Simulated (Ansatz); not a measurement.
How basis sets differ on C2H7AlO2 (SMILES C[O][Al]([CH3])[OH])

C2H7AlO2: 12 atoms, total charge 0, spin state singlet. As SMILES, `C[O][Al]([CH3])[OH]`. The shape is that of a PBE0-D4/def2-TZVP optimisation. This is one conformer, not always the lowest.

| atom | x (Å) | y (Å) | z (Å) |
| --- | --- | --- | --- |
| C | -1.4047 | -0.2743 | 1.5071 |
| O | -0.2179 | 0.3964 | 1.2108 |
| Al | 0.7974 | 0.4684 | -0.1387 |
| C | 0.4514 | -0.5147 | -1.7730 |
| O | 2.1710 | 1.4538 | -0.0234 |
| H | -2.1961 | 0.4429 | 1.7516 |
| H | -1.7614 | -0.8960 | 0.6749 |
| H | -1.2661 | -0.9269 | 2.3762 |
| H | -0.5198 | -0.2486 | -2.2005 |
| H | 1.2167 | -0.3146 | -2.5259 |
| H | 0.4321 | -1.5935 | -1.5919 |
| H | 2.3742 | 1.9521 | 0.7667 |

Quantity: the dipole moment, in D. The values are calculated.

```csv
level,kind,program,value (D),CPU time
HF/STO-3G,Hartree–Fock,Ansatz,0.73,1.2 s
HF/3-21G,Hartree–Fock,Ansatz,1.80,2 s
HF/def2-SVP,Hartree–Fock,Ansatz,1.50,7.9 s
HF/aug-cc-pVDZ,Hartree–Fock,Ansatz,1.37,33 s
```

The values span 0.73 to 1.80 D. Magnitudes only: a small dipole may point the other way at some levels. Sets without polarisation functions give poor dipoles. CPU times are rough (shared hosts, several kinds of processor): they show what a rung costs within a factor of a few.

The dipole does not change steadily as the basis grows: it more than doubles from STO-3G to 3-21G, then falls to 1.50 D with def2-SVP and 1.37 D with aug-cc-pVDZ. The net moment is a vector sum in which the strongly polar Al–O bonds, the Al–C bond and the oxygen lone pairs partly cancel, so a modest redistribution of charge can change it considerably. A minimal basis cannot adjust the radial size of the valence shell to the charge an atom carries, whereas a split-valence basis can; polarisation functions then let the oxygen lone pairs deform towards the electron-poor aluminium, which probably accounts for the later decrease. The low STO-3G value is therefore no evidence of weakly polar Al–O bonds.

The two largest sets agree fairly closely, which supports a moderate Hartree–Fock dipole for this conformer. Both are of double-zeta quality in the valence shell, however, so their agreement does not establish the basis-set limit.
